The cation pair C6H4F #300 looks wrong. Hartree-Fock places its second isomer 1.41 kcal/mol above the first, B3LYP places it 6.94 below, and the highest level, coupled cluster with a basis correction, settles at 1.86 below. In the other seven pairs these levels and MP2 agree on which isomer is lower. The spread of the levels is also widest in #300, at 8.35 kcal/mol about twice the next largest. A second look at its bonds, beside those of a related pair, suggests where much of this comes from.

Energies of the second isomer less the first for pairs of isolated singlet molecules and ions, calculated with Ansatz 0.2.0 and xtb 6.7.1. Structures are relaxed with B3LYP/def2-SVP. The highest level is CCSD(T)/def2-SVP + MP2/def2-TZVPP - MP2/def2-SVP, also used for the free energies at 298.15 K.

| system | charge | thermal terms from | first isomer | second isomer | at hartree fock (kcal/mol) | at mp2 (kcal/mol) | at relaxing level (kcal/mol) | at highest level (kcal/mol) | zero point difference (kcal/mol) | free energy difference (kcal/mol) |
| --- | --- | --- | --- | --- | --- | --- | --- | --- | --- | --- |
| C3H5BF2O #683 | 0 e | GFN2-xTB | CH3(1) C(2) CH2(3) B(4) F(5) F(6) O(7); links 1-2, 2-3, 3-4, 4-5, 4-6, 2-7 | CH2(1) CH(2) CH2(3) B(4) F(5) F(6) O(7); links 1-2, 2-3, 4-5, 4-6, 3-7, 4-7 | -10.780 | -6.740 | -7.740 | -8.800 | 0.190 | -8.510 |
| C4H5BF2 #556 | 0 e | GFN2-xTB | CH(1) C(2) CH2(3) CH2(4) B(5) F(6) F(7); links 1-2, 2-3, 3-4, 4-5, 5-6, 5-7 | C(1) CH(2) CH2(3) CH2(4) B(5) F(6) F(7); links 1-2, 2-3, 1-4, 3-4, 1-5, 5-6, 5-7 | -6.130 | -7.230 | -10.290 | -7.550 | 1.510 | -5.270 |
| C5H5F #ac2 | 0 e | B3LYP/def2-SVP | CH(1) CH(2) CH(3) CH(4) CH(5) F(6); links 1-2, 2-3, 3-4, 1-5, 4-5, 1-6 | C(1) CH(2) CH(3) CH(4) CH2(5) F(6); links 1-2, 2-3, 3-4, 1-5, 4-5, 1-6 | -3.930 | -6.600 | -7.040 | -4.140 | -0.160 | -4.240 |
| C3H5BF2O #14c | 0 e | GFN2-xTB | CH(1) CH2(2) CH2(3) B(4) F(5) F(6) O(7); links 1-2, 2-3, 3-4, 4-5, 4-6, 1-7 | CH3(1) C(2) CH2(3) B(4) F(5) F(6) O(7); links 1-2, 2-3, 3-4, 4-5, 4-6, 2-7 | -4.100 | -1.850 | -2.810 | -2.410 | -0.200 | -3.810 |
| C6H4F #300 | 1 e | GFN2-xTB | CH(1) C(2) C(3) CH(4) C(5) CH2(6) F(7); links 1-2, 2-3, 3-4, 3-5, 4-5, 5-6, 6-7 | CH3(1) C(2) C(3) C(4) CH(5) C(6) F(7); links 1-2, 2-3, 3-4, 4-5, 4-6, 5-6, 6-7 | 1.410 | -4.130 | -6.940 | -1.860 | 0.490 | -1.960 |
| C5H6FN #d19 | 0 e | GFN2-xTB | C(1) CH(2) CH(3) CH2(4) CH2(5) F(6) N(7); links 1-2, 3-4, 1-5, 4-5, 1-6, 2-7, 3-7 | C(1) CH(2) CH2(3) CH2(4) CH(5) F(6) N(7); links 1-2, 2-3, 3-4, 1-5, 1-6, 4-7, 5-7 | 1.270 | 1.260 | 1.700 | 0.720 | -0.010 | 0.660 |
| C4H5BF2 #d8e | 0 e | GFN2-xTB | C(1) CH(2) CH2(3) CH2(4) B(5) F(6) F(7); links 1-2, 2-3, 1-4, 3-4, 1-5, 5-6, 5-7 | CH3(1) C(2) C(3) CH2(4) B(5) F(6) F(7); links 1-2, 2-3, 3-4, 4-5, 5-6, 5-7 | 0.140 | 2.370 | 3.470 | 3.570 | -1.600 | 0.300 |
| C6H4F #3ad | 1 e | GFN2-xTB | CH(1) C(2) C(3) CH(4) C(5) CH2(6) F(7); links 1-2, 2-3, 3-4, 3-5, 4-5, 5-6, 6-7 | CH(1) C(2) CH2(3) C(4) CH(5) C(6) F(7); links 1-2, 2-3, 3-4, 4-5, 4-6, 5-6, 6-7 | 9.300 | 7.560 | 9.680 | 7.590 | 0.160 | 7.770 |

Each energy is that of the second isomer less the first, so a negative value means that the second is more stable. The columns "at hartree fock", "at mp2", "at relaxing level" (B3LYP) and "at highest level" hold electronic energies. Each isomer is represented by the lowest conformer found, which isn't proven to be the lowest there is, and the B3LYP relaxations were run without a search for lower electronic states. Small differences should be read with that in mind.

### An alkyne beside an empty orbital

The ions of #300 are cyclopropenylium cations, three-membered carbon rings with two π electrons and a positive charge. The first isomer carries an ethynyl group and a CH2F group. In the second, fluorine sits on the ring and the alkyne has become propynyl, with a methyl group at its far end. The triple bond touches the ring in both isomers, but in the second both fluorine and the methyl-capped alkyne can feed electron density towards the charge.

Pair C6H4F #3ad starts from the same first isomer and ends in a different place. Fluorine again sits on the ring, but the alkyne is now propargyl, held away from it by a CH2 group. Subtracting the two pairs removes the common starting ion and leaves one simple move, from HC≡C-CH2-R to CH3-C≡C-R, where R is the fluorinated ring. At the highest level this move gains $7.59+1.86=9.45$ kcal/mol.

The gain can't all be credited to the cation, because an internal alkyne is usually more stable than a terminal one anyway. The two C4H5BF2 pairs supply a control. They share a cyclobutenyl ring, which drops out when they are added, and what remains is the same move with R = CH2BF2. There the highest level gives a gain of $7.55-3.57=3.98$ kcal/mol, less than half of that in the cation.

The surplus of about 5.5 kcal/mol is what the charged ring adds to the ordinary preference. Standard bonding theory supplies the reason. In the propynyl ion the filled π orbital of the triple bond overlaps with the empty π orbitals of the ring, so the charge spreads over more atoms; in the propargyl ion the CH2 group breaks this path. The first isomer, where an alkyne also touches the ring, shows signs of such overlap: its bond from ring to alkyne has a calculated order of 1.26, against 1.10 for the bond from ring to CH2F. The surplus doesn't measure this spreading of charge alone. It also contains the conjugation that an alkyne has with any unsaturated carbon, charged or not, the polarisation of the triple bond by the nearby charge, and whatever CH2BF2 does in the control.

### Why the levels disagree

The surplus depends strongly on the level of theory. Hartree-Fock gives 1.9 kcal/mol, about a third of the value at the highest level, whereas MP2 gives 6.8 and B3LYP 9.8. In the neutral control the four levels lie within 3 kcal/mol of one another. Putting the alkyne next to the cation thus turns a modest disagreement into a large one. In #300 itself the alkyne touches the ring from the start, so contact alone can't explain the quarrel there. What its second isomer gains is the methyl cap and the fluorine on the ring, both of which can help to spread the charge.

Theory offers a different reason for each method. Hartree-Fock lets each electron feel only the average of the others, and so leaves out the energy that electrons gain by avoiding one another. That gain is large where filled and empty π orbitals lie close in energy, as they do in a conjugated cation. MP2 adds the gain but tends to exaggerate it, since its energy terms grow as the orbital gaps shrink. B3LYP errs for another reason: part of each electron's repulsion with itself survives in the functional, and spreading the charge lowers this false repulsion.

The control keeps this explanation within bounds. B3LYP overstates the alkyne move by 2.8 kcal/mol even in the neutral boron compounds, and by 7.2 in the cations. About two fifths of its miss would therefore be there without any conjugation to a charged ring. At most the remainder can be laid to excessive delocalisation in the cation, since the highest level also contains a basis correction that the B3LYP energies lack.

Hartree-Fock's reversed order in #300 also has two parts. Its miss against the highest level is 3.27 kcal/mol, of which 1.71 is present in #3ad as well, where fluorine moves onto the ring but the alkyne ends up out of reach. The other 1.56 belongs to the move from propargyl to propynyl. In the neutral control Hartree-Fock errs by 2.01 the other way, overstating the gain, so the charged ring shifts its error by about 3.6.

The common part is harder to place. In #3ad the ethynyl group of the first isomer loses its contact with the ring, which by the same reasoning should make Hartree-Fock err in the opposite direction. An underrated donation from the fluorine lone pairs might outweigh this, but that is a guess, and in #ac2, where fluorine joins a neutral π system, the Hartree-Fock miss is only 0.21.

### How much of the MP2 correction to believe

If MP2 points in the right direction but goes too far, a fixed fraction of its correction should come closer to the highest level. Let $\Delta E$ be the energy of the second isomer less the first, and $f$ that fraction:

$$\Delta E_{\mathrm{highest}}\approx \Delta E_{\mathrm{HF}}+f\,(\Delta E_{\mathrm{MP2}}-\Delta E_{\mathrm{HF}}).$$

No constant is added, because exchanging the names "first" and "second" must only change the sign. A fit to all eight pairs gives $f=0.62\pm0.13$; its output follows this text.

Pair #300, which was part of the fit, shows the steps. MP2 lowers the Hartree-Fock difference by $1.41+4.13=5.54$ kcal/mol. Taking 0.62 of this gives a correction of about −3.4, and hence an estimate of $1.41-3.4\approx-2.0$ kcal/mol. The highest level gives −1.86, so the damped correction restores the order and nearly the size.

Over the series the typical error of this recipe is about 1.0 kcal/mol, against 1.5 for MP2 and 2.1 for Hartree-Fock. That is a modest improvement, and the pairs aren't independent, since several share an isomer. The recipe fails most in C4H5BF2 #d8e, where the full correction from Hartree-Fock to the highest level is larger than the MP2 correction instead of smaller. The same happens on a smaller scale in #556 and #d19. The fraction may also absorb a difference of basis set, since the table doesn't name the basis behind its Hartree-Fock and MP2 columns. It describes this series and isn't a general property of electron correlation.

### The other pairs

Where no conjugated cation is involved, the change of bonds decides the order. The largest preference at the highest level, 8.80 kcal/mol, belongs to C3H5BF2O #683, in which a ketone with a boron-carbon bond becomes an allyl ether of boron. The new boron-oxygen bond is strong, and an oxygen lone pair can donate into the empty orbital on boron. This is again donation into an empty orbital, but over a single bond and not through an extended π system. Here Hartree-Fock overstates the preference and B3LYP understates it, so the pattern of errors found for the cations doesn't carry over.

In C3H5BF2O #14c an aldehyde becomes the ketone from which #683 starts. Ketones are usually the more stable of the two, and the table agrees, though by only 2.41 kcal/mol. The aldehyde chain is long enough for its oxygen to bend back towards boron, and it did so. In the GFN2-xTB relaxation the chain closed into a five-membered ring, through a bond from oxygen to boron that the table's list of links doesn't show. This contact stabilises the first isomer and so narrows the gap, but by how much is unknown, since the table has no energy for the open aldehyde. In free energy the ketone leads by more, 3.81 kcal/mol, as expected if the closed ring is stiffer than the open ketone.

The two remaining rings show what happens when conjugation is improved and when it is merely rearranged. In C5H5F #ac2 fluorine moves from the saturated carbon of cyclopentadiene to a double bond. This lets its lone pairs join the π system and ends the pull of the polar C-F bond on the diene, which is unfavourable in a five-membered ring. In C5H6FN #d19 both isomers keep a conjugated C=C and C=N pair, and the difference shrinks to 0.72 kcal/mol.

### When molecular motion closes the gap

For #d8e the electronic energy isn't the last word. The cyclobutenyl ring lies 3.57 kcal/mol below the open internal alkyne, yet in free energy the lead is only 0.30. Zero-point motion removes 1.60 of it, and the other thermal terms remove about as much again. An open chain has softer motions than a closed ring, which lowers its vibrational energy and raises its entropy.

The companion pair C4H5BF2 #556 runs the other way, from an open chain to the same ring, and its zero-point term has the opposite sign and nearly the same size. The zero-point effect thus follows the ring and not the kind of alkyne. The other thermal terms also change sign but match less well, with 0.77 in #556 against −1.67 in #d8e. Because these terms come from a tight-binding method and one conformer for each structure, a lead of 0.30 kcal/mol leaves the order of #d8e open.

### Reading a neighbouring series

A similar set of isomers built on a neutral, saturated ring would have no empty π orbital for the alkyne to feed. Its alkyne move should then resemble that of the boron control: a few kcal/mol in favour of the internal alkyne, with the levels fairly close together. With a conjugated cation in place of that ring, the isomer that spreads the charge further should gain. If only the alkyne moves, its lead is then likely to come out too small with Hartree-Fock and too large with B3LYP. Where another group moves as well this can fail: in #3ad, where fluorine also changes place, Hartree-Fock makes the lead of the isomer with the conjugated alkyne too large.

Printed output of the fit:

```
fit of ch on 8 rows: coefficient of c2 0.6237 +/- 0.13; rms 0.994, worst C4H5BF2 #d8e -2.04, leave-one-out rms 1.09
Misses and corrections in kcal/mol:
            row  HF miss  MP2 miss  B3LYP miss  MP2 less HF  highest less HF  model miss  other thermal
  C3H5BF2O #683    -1.98      2.06        1.06         4.04             1.98      0.5397            0.1
   C4H5BF2 #556     1.42      0.32       -2.74         -1.1            -1.42      0.7339           0.77
     C5H5F #ac2     0.21     -2.46        -2.9        -2.67            -0.21      -1.455           0.06
  C3H5BF2O #14c    -1.69      0.56        -0.4         2.25             1.69     -0.2867           -1.2
     C6H4F #300     3.27     -2.27       -5.08        -5.54            -3.27     -0.1853          -0.59
    C5H6FN #d19     0.55      0.54        0.98        -0.01            -0.55      0.5438          -0.05
   C4H5BF2 #d8e    -3.43      -1.2        -0.1         2.23             3.43      -2.039          -1.67
     C6H4F #3ad     1.71     -0.03        2.09        -1.74            -1.71      0.6248           0.02
rms miss of Hartree-Fock (kcal/mol): 2.077
rms miss of MP2 (kcal/mol): 1.483
rms miss of B3LYP (kcal/mol): 2.458
neutral alkyne shift at Hartree-Fock (kcal/mol): -5.99
neutral alkyne shift at MP2 (kcal/mol): -4.86
neutral alkyne shift at B3LYP (kcal/mol): -6.82
neutral alkyne shift at highest level (kcal/mol): -3.98
cation alkyne shift at Hartree-Fock (kcal/mol): -7.89
cation alkyne shift at MP2 (kcal/mol): -11.69
cation alkyne shift at B3LYP (kcal/mol): -16.62
cation alkyne shift at highest level (kcal/mol): -9.45
cation less neutral shift at Hartree-Fock (kcal/mol): -1.9
cation less neutral shift at MP2 (kcal/mol): -6.83
cation less neutral shift at B3LYP (kcal/mol): -9.8
cation less neutral shift at highest level (kcal/mol): -5.47
B3LYP miss in the neutral shift (kcal/mol): -2.84
B3LYP miss in the cation shift (kcal/mol): -7.17
Hartree-Fock miss in the neutral shift (kcal/mol): -2.01
Hartree-Fock miss in the cation shift (kcal/mol): 1.56
```
